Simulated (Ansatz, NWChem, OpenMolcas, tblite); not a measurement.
How methods differ on SiBrCl3 (bromotrichlorosilane)

The species is SiBrCl3 (5 atoms), meant as a singlet with charge 0. SMILES: `Cl[Si](Cl)(Cl)Br`. Geometry: relaxed at PBE0-D4/def2-TZVP.

Quantity: the vertical ionisation energy (to the doublet cation), in eV. The values are calculated.

| level | kind | program | value (eV) | CPU time (all runs) |
| --- | --- | --- | --- | --- |
| IPEA1-xTB | semi-empirical | tblite | 15.13 | under 2 s |
| HF/cc-pVDZ | Hartree–Fock | OpenMolcas | 10.83 | 87 s |
| SVWN5/cc-pVDZ | LDA | Ansatz | 10.66 | 52 s |
| PBE/cc-pVDZ | GGA | OpenMolcas | 10.51 | 2.9 min |
| TPSS/cc-pVDZ | meta-GGA | OpenMolcas | 10.62 | 4.9 min |
| r2SCAN/cc-pVDZ | meta-GGA | OpenMolcas | 10.90 | 3.8 min |
| B3LYP/cc-pVDZ | global hybrid | Ansatz | 10.96 | 3.1 min |
| PBE0/cc-pVDZ | global hybrid | OpenMolcas | 11.14 | 2.7 min |
| CAM-B3LYP/cc-pVDZ | range-separated hybrid | NWChem | 11.36 | 23 min |
| RPA@PBE0/cc-pVDZ | RPA | Ansatz | 10.98 | 4.8 min |

All-electron rows without a relativistic Hamiltonian named are non-relativistic. Spin-orbit coupling, which can split open shells on such heavy atoms by tenths of an eV, is left out. The values span 10.51 to 15.13 eV. The xTB values lack the empirical shift that such differences need. CPU times are rough (shared hosts, several kinds of processor): they show what a rung costs within a factor of a few.

Apart from the xTB outlier, the calculations place the ionisation energy between 10.51 eV (PBE) and 11.36 eV (CAM-B3LYP). The electron probably leaves a bromine 4p lone pair with some chlorine 3p admixture: bromine is less electronegative than chlorine and holds its valence p electrons less tightly, while the Si–halogen σ bonds lie deeper. In the threefold-symmetric neutral molecule this lone pair forms a degenerate set, so the cation should be subject to a Jahn–Teller distortion, whose energy gain a vertical value excludes.

Going from PBE to PBE0 raises the result, but exact exchange alone does not order the table. Hartree–Fock, at 10.83 eV, falls below all three hybrids and even below r2SCAN, probably because it misses the correlation energy lost when an electron pair is broken. The closeness of RPA (10.98 eV) to B3LYP (10.96 eV) is not independent proof of accuracy, since both use the same small basis and its convergence is untested.
